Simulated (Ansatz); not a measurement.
Appearance energy of a fragment ion: CH7O2Si2 → [SiH3]+ + CH4O2Si + e⁻

Species: CH7O2Si2 `CO[Si](O)[SiH3]`, doublet; [SiH3]+ `[SiH3+]`, singlet; CH4O2Si `CO[Si]O`, singlet. 

Shapes, held fixed at every level: PBE0-D4/def2-TZVP. Flexible molecules stand in one conformer, not always the lowest. Programs: Ansatz 0.2.0. Electronic energies: no zero-point or thermal term.

| level | kind | ΔE (eV) | less CCSD(T)/CBS estimate |
| --- | --- | --- | --- |
| PBE-D4/def2-TZVPP | GGA | +9.60 | +0.24 |
| r2SCAN-D4/def2-TZVPP | meta-GGA | +9.77 | +0.41 |
| PBE0-D4/def2-TZVPP | global hybrid | +9.67 | +0.31 |
| B2PLYP/def2-TZVPP | double hybrid | +9.19 | -0.17 |
| MP2/def2-TZVPP | perturbation theory | +9.18 | -0.18 |
| CCSD(T)/def2-TZVPP | coupled cluster or CI | +9.22 | -0.14 |
| CCSD/def2-TZVPP | coupled cluster or CI | +9.16 | -0.20 |
| CCSD(T)/CBS estimate | coupled cluster or CI | +9.36 | 0.00 |

The highest level, CCSD(T)/CBS estimate, gives ΔE = +9.36 eV; the levels span +9.16 to +9.77. The column of differences is taken from that level and isn't an error. No measured value is set beside it here. Open shells run unrestricted unless RO is named. The CBS estimate extrapolates MP2 from def2-TZVPP and def2-QZVPP and adds CCSD(T) − MP2 in the triple-zeta set, cores frozen. The onset seen in experiment also holds zero-point changes and kinetic shifts.

Removing an electron and cleaving the Si–Si bond costs +9.36 eV at the highest level. Much of this is the ionisation of the silyl group. The cleavage itself is eased because the radical centre becomes a closed-shell silylene, with an s-rich lone pair on silicon and π donation from both oxygens into its empty 3p orbital. MP2, CCSD and CCSD(T) lie close together in the triple-zeta basis, so triple excitations matter little and a single-reference description is probably adequate. Enlarging the basis raises the coupled-cluster value from +9.22 to +9.36 eV, as expected when the intact radical has more correlation energy to recover than the ionised fragments. PBE, PBE0 and r2SCAN all lie above the reference, and PBE0 falls between the two semilocal functionals, so exact exchange alone doesn't explain their spread. The energy supports a threshold for this charge assignment only; whether silyl cation formation competes with leaving the charge on the oxygen-stabilised silicon fragment would require the complementary channel.
